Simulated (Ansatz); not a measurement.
**A correction line for PBE0-D4/def2-TZVPP: vertical ionisation energy**

The vertical ionisation energy (cation less neutral) in eV of 6 molecular compounds of Nb: x at PBE0-D4/def2-TZVPP, y at CCSD(T)/def2-TZVPP. Shapes, held fixed at every level: PBE0-D4/def2-TZVP. Flexible molecules stand in one conformer, not always the lowest. Programs: Ansatz 0.2.0.

| molecule | x (eV) | y (eV) |
| --- | --- | --- |
| C2H8FN2Nb (SMILES C[N]=[Nb]([CH3])([NH2])[F]) | 8.98 | 9.35 |
| C2H8ClN2Nb (SMILES C[N]=[Nb]([CH3])([NH2])[Cl]) | 9.03 | ? |
| C3H9F3NNbO (SMILES C[O][Nb]([F])([F])([F])[N](C)C) | 9.28 | 9.48 |
| C3H10NNbO3 (SMILES C[O][Nb](=[NH])([O]C)[O]C) | 9.38 | 9.63 |
| Nb(NH2)(OH)2O | 10.10 | 10.16 |
| Nb(OH)3F2 | 11.67 | 11.97 |

Problem. Fit y = c + s·x to the known rows and predict y for C2H8ClN2Nb.

Solution. 
1. Means of the 5 rows: x = 9.8820, y = 10.118.
2. Σ(Δx)² = 4.6725, Σ(Δx·Δy) = 4.6423, so the slope is 4.6423/4.6725 = 0.99354.
3. Intercept: 10.118 − (0.99354) × 9.8820 = 0.300. The largest residual of the fit is 0.17.
4. C2H8ClN2Nb: 0.300 + 0.99354 × 9.03 = 9.27 eV.

CCSD(T)/def2-TZVPP gives 9.40 eV, so the prediction is off by -0.13 eV, within the largest residual. Uncorrected, PBE0-D4/def2-TZVPP misses it by -0.37 eV, and the other rows by 0.24 on average. The line removes about 60 % of this miss. Left out in turn, the other rows are missed by 0.23 eV on average, hardly better than no correction. Cations run unrestricted. For atoms past krypton def2 sets carry core potentials with scalar relativity. Outer-core shells of Nb are correlated, in sets that cover them unevenly.

PBE0-D4 gives a lower ionisation energy than CCSD(T) for every molecule, but the gap doesn't grow or shrink steadily with x. It is smallest for Nb(NH2)(OH)2O and largest for the two methylimido compounds. With a slope of 0.99354 the line is close to a constant shift, and that slope leans heavily on Nb(OH)3F2, which lies far above the rest.

All six compounds are formally Nb(V), d0, so the electron must come from ligand-based orbitals rather than a metal d shell. This explains why Nb(OH)3F2, with only oxygen and fluorine donors, is the hardest to ionise: the less electronegative nitrogen and carbon donors of the others offer higher-lying levels. Exchanging F for Cl in the methylimido pair barely changes the ionisation energy at either level, which suggests that the hole sits mainly on the imido, amido or methyl groups. The uneven shift probably reflects how each hole is shared among the ligands and relaxes, which x alone cannot encode. A compound ionised from a occupied niobium d orbital would be outside what this line tests.
